Do excitations pass through a bright ⁷Li soliton without reflection, and is that the sech² result from SUSY quantum mechanics?

When I linearise the Gross–Pitaevskii equation around a bright soliton of ⁷Li atoms in a waveguide, I get wells of the form −2 sech² and −6 sech². I have read that −ℓ(ℓ+1) sech² x is reflectionless for integer ℓ because it is a chain of supersymmetric partners of the free particle. How are R and T of two partners related, how does the chain give T and the levels, and which T does an atom sent at the soliton actually get?

Answer

Partners have amplitudes that differ by a factor fixed by the two asymptotes of the superpotential, and this makes the integer-ℓ wells transparent. A distinguishable atom sees one such well. An atom identical to those in the soliton obeys a coupled pair of equations; it is not reflected either, but its amplitude is the square of the ℓ = 1 amplitude, not the ℓ = 2 amplitude.

1. Conventions and premises

For a particle of mass m, position X and wavenumber K, choose a length ξ and set x = X/ξ, k = Kξ, with energies in units of E₀ = ħ²/(2mξ²). The kinetic operator is then −d²/dx². A prime means d/dx.

Let W(x) be real and differentiable, tending to W_L at x → −∞ and to W_R at x → +∞. Define

A = d/dx + W, A† = −d/dx + W.

Acting on a function f, A†Af = −f″ − (Wf)′ + Wf′ + W²f = −f″ + (W² − W′)f, and likewise with the other order, so

H₋ = A†A = −d²/dx² + V₋, V₋ = W² − W′,
H₊ = AA† = −d²/dx² + V₊, V₊ = W² + W′.

I assume W′ → 0 and that V± − W_L² and V± − W_R² are integrable on the left and right half-lines. Both potentials then share the thresholds W_L² and W_R², and at an energy above a threshold every solution and its first derivative approach those of a sum of plane waves on that side. For E above both thresholds set k = √(E − W_L²), k′ = √(E − W_R²). The scattering state incident from the left is

ψ± → e^(ikx) + R± e^(−ikx) (x → −∞), ψ± → T± e^(ik′x) (x → +∞).

It is unique: the purely outgoing form on the right fixes the solution up to a factor, and unit incident amplitude fixes the factor.

2. Amplitudes of the partners

Associativity gives H₋A† = A†AA† = A†H₊. Hence if H₊ψ₊ = Eψ₊, then A†ψ₊ solves the H₋ equation at the same E. Far out W is a constant and the derivative acts on plane waves:

x → −∞: A†ψ₊ → (W_L − ik) e^(ikx) + (W_L + ik) R₊ e^(−ikx),
x → +∞: A†ψ₊ → (W_R − ik′) T₊ e^(ik′x).

This is purely outgoing on the right, so by uniqueness it is a multiple of ψ₋. The incident coefficient W_L − ik cannot vanish for real k > 0, and dividing by it gives

(1) R₋ = R₊ (W_L + ik)/(W_L − ik), T₋ = T₊ (W_R − ik′)/(W_L − ik).

Three consequences follow. First, |W_L + ik| = |W_L − ik|, and |W_R − ik′|² = W_R² + k′² = E = |W_L − ik|², so both factors are pure phases: the partners have the same reflection probability |R|² and transmission probability (k′/k)|T|². Second, R₊ = 0 implies R₋ = 0. Third, continue to E = 0 with decaying waves, k = i|W_L|, k′ = i|W_R|. The factor in T becomes (W_R + |W_R|)/(W_L + |W_L|). For W_L < 0 < W_R it has a pole there, and this is exactly the case in which the solution of Aφ = 0, φ = exp(−∫W dx), is normalisable: the extra pole of T₋ is the extra bound state of H₋.

A test with R ≠ 0 is the limiting case W = w sign(x), V± = w² ± 2w δ(x). Matching at the origin (ψ continuous, ψ′ jumping by ±2wψ) gives T± = ik/(ik ∓ w) and R± = T± − 1 = ±w/(ik ∓ w). The ratios T₋/T₊ = (ik − w)/(ik + w) and R₋/R₊ = −(ik − w)/(ik + w) are those of (1) with W_L = −w, W_R = w.

3. The chain from the free particle

Write s = sech x, t = tanh x, so t′ = s², t² = 1 − s². Take W = ℓt and call the operators A_ℓ, A_ℓ†. Then W² ∓ W′ = ℓ² − ℓ²s² ∓ ℓs². With h_ℓ = −d²/dx² − ℓ(ℓ+1)s², the Pöschl–Teller well,

(2) A_ℓ†A_ℓ = h_ℓ + ℓ², A_ℓA_ℓ† = h_(ℓ−1) + ℓ².

This is shape invariance: the partner of the well ℓ is the well ℓ − 1. The constant ℓ² is common to both, so a state of h_ℓ and one of h_(ℓ−1) with the same k are paired, and k′ = k. With W_L = −ℓ, W_R = ℓ, equation (1) reads

R_ℓ = R_(ℓ−1) (ik − ℓ)/(−ik − ℓ), T_ℓ = T_(ℓ−1) (ℓ − ik)/(−ℓ − ik) = T_(ℓ−1) (ik − ℓ)/(ik + ℓ).

For integer ℓ the chain ends at h₀, the free particle, with R₀ = 0 and T₀ = 1. Therefore, for every k > 0,

(3) R_ℓ = 0, T_ℓ = ∏(j = 1…ℓ) (ik − j)/(ik + j),

and the state is proportional to A_ℓ† ⋯ A₁† e^(ikx), a plane wave times a polynomial in t; for ℓ = 1 it is (t − ik) e^(ikx).

Multiplying numerator and denominator by −i turns each factor into (k + ij)/(k − ij) = exp[2i arctan(j/k)], so T_ℓ = e^(iδ) with δ = 2 Σ_j arctan(j/k), falling from ℓπ at k → 0 to zero at large k. With time τ in units of ħ/E₀, a transmitted packet has phase kx + δ − k²τ, stationary at x = 2kτ − dδ/dk. It emerges ahead of a free packet by

(4) Δx = −dδ/dk = 2 Σ_j j/(k² + j²).

Levels. Since ⟨φ|A_ℓ†A_ℓ|φ⟩ = ‖A_ℓφ‖² ≥ 0, no level of h_ℓ lies below −ℓ². The equation A_ℓφ = 0 gives φ = sech^ℓ x, which is normalisable, so −ℓ² is the ground level. If h_ℓφ = eφ with e > −ℓ², then A_ℓφ has squared norm (e + ℓ²)‖φ‖², finite and non-zero, and by (2) it is an eigenfunction of h_(ℓ−1) with the same e. Conversely A_ℓ† carries any bound state of h_(ℓ−1), for which e ≥ −(ℓ−1)² > −ℓ², to one of h_ℓ. So each step adds the single level −ℓ², and h₀ has none:

(5) e_j = −j², j = 1, …, ℓ, φ_j ∝ A_ℓ† ⋯ A_(j+1)† sech^j x.

These match the poles of (3) at k = ij. At k = 0 the chain gives the bounded, non-normalisable function P_ℓ(tanh x), since h_ℓφ = 0 is Legendre's equation in t; this threshold state is not a level. In SI units the well is −ℓ(ℓ+1)E₀ sech²(X/ξ) and the levels are −j²E₀.

4. The soliton and its wells

Premises: N bosons of mass m in a waveguide of radial frequency ω⊥, radial length a⊥ = √(ħ/mω⊥), scattering length a < 0, mean-field theory, radial motion in the ground state, no axial potential. Averaging the contact coupling 4πħ²a/m over the radial ground state multiplies it by ∫φ₀⁴ d²r = 1/(2πa⊥²), giving g = 2ħω⊥a and

iħ ∂ₜΨ = −(ħ²/2m) ∂²Ψ/∂X² + g|Ψ|²Ψ.

Put Ψ = √n₀ ψ and choose ξ so that |g|n₀ = 2E₀. Then i∂ψ/∂τ = −ψ″ − 2|ψ|²ψ. Because s″ = s − 2s³, ψ = s e^(iτ) is a solution with chemical potential μ = −E₀. The norm N = 2n₀ξ together with |g|n₀ = ħ²/(mξ²) gives, with η = N|a|/a⊥,

(6) ξ = a⊥²/(N|a|), E₀ = ħω⊥η²/2, ħ/(mξ) = ω⊥N|a|.

(a) A distinguishable atom of equal mass, for instance ⁷Li in another hyperfine state with coupling g₁₂ to the soliton atoms. To first order in its amplitude χ it does not disturb the soliton, and i∂χ/∂τ = −χ″ − 2(g₁₂/g)s²χ. This is h_ℓ with ℓ(ℓ+1) = 2g₁₂/g. For g₁₂ = g, section 3 applies with ℓ = 1: no reflection, T₁ = (ik − 1)/(ik + 1), one bound level at −E₀.

(b) An identical atom. Set ψ = e^(iτ)(s + δψ). To first order |ψ|²ψ changes by e^(iτ)(2s²δψ + s²δψ*), and with δψ = u e^(−iετ) + v* e^(iετ) the Bogoliubov equations are

(7) εu = (−d²/dx² + 1 − 4s²)u − 2s²v, −εv = (−d²/dx² + 1 − 4s²)v − 2s²u.

Their sum and difference give L₂(u + v) = ε(u − v) and L₁(u − v) = ε(u + v), where L₁ = h₁ + 1 and L₂ = h₂ + 1. These are your two wells. By (5), L₁ has the single eigenvalue 0, with eigenfunction s, and L₂ has 0 and −3, with eigenfunctions st and s². The two zeros are solutions of (7) at ε = 0: s is a shift of the overall phase and st = −s′ a shift of position. The value −3 is not an excitation energy, because ε² is an eigenvalue of the product L₁L₂ acting on u + v, not of either factor. For the same reason neither T₁ nor T₂ is the amplitude sought.

The factorisation still points to the solution. Since L₁ = A₁†A₁, the product L₁L₂ begins with A₁†, which suggests trying u + v = A₁†A₁† e^(ikx). With p = t − ik, A₁†(p e^(ikx)) = (−s² − ikp + tp) e^(ikx) = (p² − s²) e^(ikx), and the split to test is

(8) u = p² e^(ikx), v = −s² e^(ikx), ε = 1 + k².

First equation: u′ = (2ps² + ikp²) e^(ikx). Using (s²)′ = −2s²t,
u″ = (2s⁴ − 4ps²t + 4ikps² − k²p²) e^(ikx) = (2s⁴ − 4s²p² − k²p²) e^(ikx).
The right-hand side is (−2s⁴ + 4s²p² + k²p² + p² − 4s²p² + 2s⁴) e^(ikx) = (1 + k²)u, as required.

Second equation: (s²)″ = 4s² − 6s⁴, so v″ = −s²(4 − 6s² − 4ikt − k²) e^(ikx). Then
−v″ + (1 − 4s² + ε)v = s²(4 − 6s² − 4ikt − k² − 2 + 4s² − k²) e^(ikx) = 2s²(t² − 2ikt − k²) e^(ikx) = 2s²u,
which is the second equation.

System (7) is of fourth order. For ε > 1, (8) with ±k gives two solutions. The symmetry (u, v, ε) → (v, u, −ε) gives two more, with 1 + k² = −ε, so that v behaves as exp(±x√(1 + ε)) and grows on one side; they cannot enter a bounded state. So (8) is the scattering state. In it v decays on both sides, u contains only e^(ikx), and the ratio of p² at +∞ to p² at −∞ is

(9) R = 0, T = [(ik − 1)/(ik + 1)]² = T₁², δ = 4 arctan(1/k), Δx = 4/(1 + k²).

Far from the soliton the wave has energy μ + ε = k², a free atom of velocity ħK/m. For 0 < ε < 1 put k = iq with 0 < q < 1. The two solutions that decay on the right then grow on the left, one only in u and the other only in v, with coefficients (q − 1)² and (√(1 + ε) − 1)² that vanish only at ε = 0. The soliton therefore has no internal mode, and excitations start at the gap E₀.

5. What spoils R = 0

The effect is an exact zero, so any neglected term sets the actual reflection. Write (7), or a single equation, as Φ″ = MΦ with M real and symmetric, and let Φ₀ and Φ be the unit-incidence states for M and M + δM. Then (Φ₀ᵀΦ′ − Φ₀′ᵀΦ)′ = Φ₀ᵀδMΦ. The bracket vanishes at +∞, where both are multiples of e^(ikx), and equals −2ikR at −∞. Replacing Φ by Φ₀ under the integral,

(10) R ≈ (1/2ik) ∫ Φ₀ᵀ δM Φ₀ dx.

The integrals needed are F_n = ∫ s^(2n) e^(2ikx) dx, with F₁ = 2πk/sinh(πk) (a sum of residues at the double poles of s²). Integrating (s^(2n))″ = 4n²s^(2n) − 2n(2n+1)s^(2n+2) by parts gives F_(n+1) = 2(n² + k²)F_n/[n(2n+1)], and t s^(2n) = −(s^(2n))′/2n gives ∫ t s^(2n) e^(2ikx) dx = (ik/n)F_n.

Non-integer ℓ. For case (a) with depth 2 + δU, δM = −δU s² and Φ₀ = p e^(ikx)/(−1 − ik). With p² = 1 − k² − s² − 2ikt, ∫ p²s² e^(2ikx) dx = (1 − k² + 2k²)F₁ − F₂ = (1 + k²)F₁/3, so |R| ≈ π|δU|/(3 sinh πk).

Radial motion. At line density n the radial equation is perturbed by the interaction, with first-order shift μ₁ = gn. The radial states ν = 1, 2, … of zero angular momentum lie at 2νħω⊥, and ∫ L_ν(y) e^(−2y) dy = 2^(−ν−1) over y = r²/a⊥² (L_ν the Laguerre polynomials) makes the matrix elements μ₁2^(−ν). The admixture φ₁ changes φ³ by 3φ₀²φ₁, so the second-order shift is three times the linear one: μ₂ = −3(μ₁²/ħω⊥) Σ 4^(−ν)/(2ν) = −6 ln(4/3) ħω⊥a²n². Dividing by E₀ and using |a|n₀ = η²/2, the scaled equation gains −γ|ψ|⁴ψ with

γ = 3 ln(4/3) η² = 0.863 η².

At fixed μ = −1 the first integral ψ′² = ψ² − ψ⁴ − γψ⁶/3 is solved by ψ² = 2/[1 + √(1 + 4γ/3) cosh 2x] ≈ s² − (γ/3)(2s² − s⁴). In (7) the diagonal term becomes −4ψ² − 3γψ⁴ and the coupling −2ψ² − 2γψ⁴, so their changes are δD = γ(8s² − 13s⁴)/3 and δC = γ(4s² − 8s⁴)/3. Inserting (8), expanding p² and p⁴ and reducing with the rules above,

∫ [δD(u² + v²) + 2δC uv] dx = −(2γ/9)(1 + k²)³F₁.

Unit incidence divides this by (1 + ik)⁴, of modulus (1 + k²)², so

(11) |R| ≈ (2πγ/9)(1 + k²)/sinh(πk).

The same profile lowers the norm at fixed μ by (γ/3)(4 − 4/3) out of 2, a fraction 4γ/9. At fixed N, 1/ξ is therefore larger than in (6) by the fraction 4γ/9 and E₀ by 8γ/9.

6. Range of validity

Equation (1) is exact for any real W meeting the premises of section 1, at energies above both thresholds; tails such as 1/|x| are excluded because the waves are then not asymptotically plane. Equations (3) to (5) are exact for integer ℓ and k > 0. Equation (9) is exact within the linearised one-dimensional cubic equation, which needs: |a| ≪ a⊥, for g = 2ħω⊥a; γ ≪ 1, that is η² ≪ 1; k²E₀ ≪ ħω⊥, so that no radial state is approached; a probe density far below n₀; N ≫ 1, with corrections such as the recoil of the soliton of relative order 1/N; negligible atom loss; and a weak axial trap, whose energy at distance xξ is (ħω_z/2E₀)²x² in units of E₀. Equation (11) holds while |R| ≪ 1; as it tends to 2γ/(9k) at small k, transparency is lost for k of order 2γ/9. The shift Δx refers to a packet narrow in k, hence many ξ long.

7. Numerical illustration

Illustrative inputs: m = 7.016 u = 1.165 × 10⁻²⁶ kg, ω⊥ = 2π × 700 Hz = 4398 s⁻¹, a = −0.20 nm (a size typical of lithium tuned by a magnetic field), N = 1500.

a⊥² = 2.058 µm², a⊥ = 1.435 µm, |a|/a⊥ = 1.4 × 10⁻⁴,
N|a| = 0.30 µm, η = 0.209, η² = 0.0437,
ξ = 6.9 µm, ħ/(mξ) = 1.3 mm/s,
E₀ = 1.0 × 10⁻³² J, E₀/h = 15 Hz, E₀/k_B = 0.73 nK,
γ = 0.038, so ξ and E₀ shift by fractions 0.017 and 0.034, which limits the results to two figures; 1/N = 7 × 10⁻⁴ is smaller.

Send an atom at k = 1, that is at 1.3 mm/s relative to the soliton.

Identical atom, from (9): ε = 2E₀ = ħω⊥η², ε/h = 31 Hz; T = −1, a phase of π; the packet emerges 2ξ = 14 µm ahead, or 2/(ω⊥η²) = 10 ms early. With sinh π = 11.55, (11) gives |R| = 0.0046 and |R|² = 2.1 × 10⁻⁵, and reflection becomes large only for k near 0.008 or below.

Distinguishable atom with g₁₂ = g, from (3) and (4): T₁ = i, a phase of π/2, and an advance of ξ = 6.9 µm. A mismatch of 10 per cent in g₁₂/g means δU = 0.2 and |R|² ≈ 3 × 10⁻⁴.

Using T₂ for the identical atom by mistake would give a phase of 3.79 rad and an advance of 1.8 ξ = 12 µm.

An axial trap of 2π × 1 Hz contributes 1.1 × 10⁻³ E₀ at X = ξ but 0.11 E₀ at X = 10ξ, so over the length of a packet it changes k noticeably and has to be included in any timing of the 10 ms advance.

These numbers are the model's. N was chosen low so that the one-dimensional equation holds; lithium solitons are typically prepared nearer the collapse threshold, which lies at roughly η ≈ 0.7, and are then some two to three times narrower than the model soliton at the same ω⊥. Doubling η halves ξ and the 14 µm advance in (6) and (9), while γ grows fourfold and the reflection probability (11) sixteenfold.